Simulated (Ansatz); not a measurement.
## A series in volume scale on LiGa

All results are calculated (Ansatz 0.2.0). Free energy against uniform scaling of the volume at fixed shape and fractions; periodic cell, basis, potentials, k mesh and filling as listed.

The cell before it is scaled or strained (space group Fd-3m, No. 227):
```
CELL_PARAMETERS angstrom
0.00000 3.08450 3.08450
3.08450 0.00000 3.08450
3.08450 3.08450 0.00000
ATOMIC_POSITIONS crystal
Li 0.50000 0.50000 0.50000
Li 0.75000 0.75000 0.75000
Ga 0.00000 0.00000 0.00000
Ga 0.25000 0.25000 0.25000
```

Settings of every row: functional PBEsol; dispersion none; accuracy medium; potentials PAW; wave cutoff 435.38 eV; density cutoff 1741.5 eV; k mesh 7x7x7; k shift 0x0x0; occupations gaussian; smearing width 0.3 eV; spin none; SCF threshold exponent -6.

Limits: coarse k mesh, up to 40 meV an atom off; stress loosely converged; wide smearing.

```
row  volume scale  V (Å³/atom)  pressure (GPa)  energy above lowest point (meV/atom)
  1          0.94       13.793            2.92                                   6.6
  2          0.96       14.086             1.7                                   2.4
  3          0.98        14.38            0.63                                   0.3
  4             1       14.673               ?                                     ?
  5          1.02       14.967           -1.17                                   1.4
  6          1.04        15.26           -1.93                                   4.2
  7          1.06       15.554            -2.6                                   8.4
```

Question: what pressure should row 4 give?

Worked fit of pressure. Take u = (V_r/V)^(2/3) − 1 with V_r = 14.674 Å³ an atom, which is twice the finite (Eulerian) strain; such expansions in the strain, on which the Birch-Murnaghan equation of state is built, carry the rest volume and the bulk modulus. The shown rows have u = 0.04214, 0.02764, 0.01358, -0.01309, -0.02577, -0.03808. Least squares give pressure = −0.328 + 67.79 × u + 216.7 × u² GPa; a straight line predicts inner rows, each left out in turn, worse (root mean square 0.13 against 0.011 GPa). The rows lie off it by 0.01, -0.01, 0.00, 0.01, 0.00, 0.00. The pressure vanishes at u = 0.0048, or V = 14.57 Å³ an atom, and there the bulk modulus at fixed shape and fractions is B = −V dP/dV = (2/3)(1 + u) dP/du = 46.8 GPa. The withheld row has u = 5e-05, so the fit gives −0.328 + 67.79 × (5e-05) + 216.7 × (5e-05)² = -0.32 GPa.

The calculation gave -0.33 GPa. The fit lies 0.01 GPa (3 % of the value, 0.18 % of the column's range) above it, one unit of the last digit.

The other values of row 4: energy above lowest point 0 meV/atom.
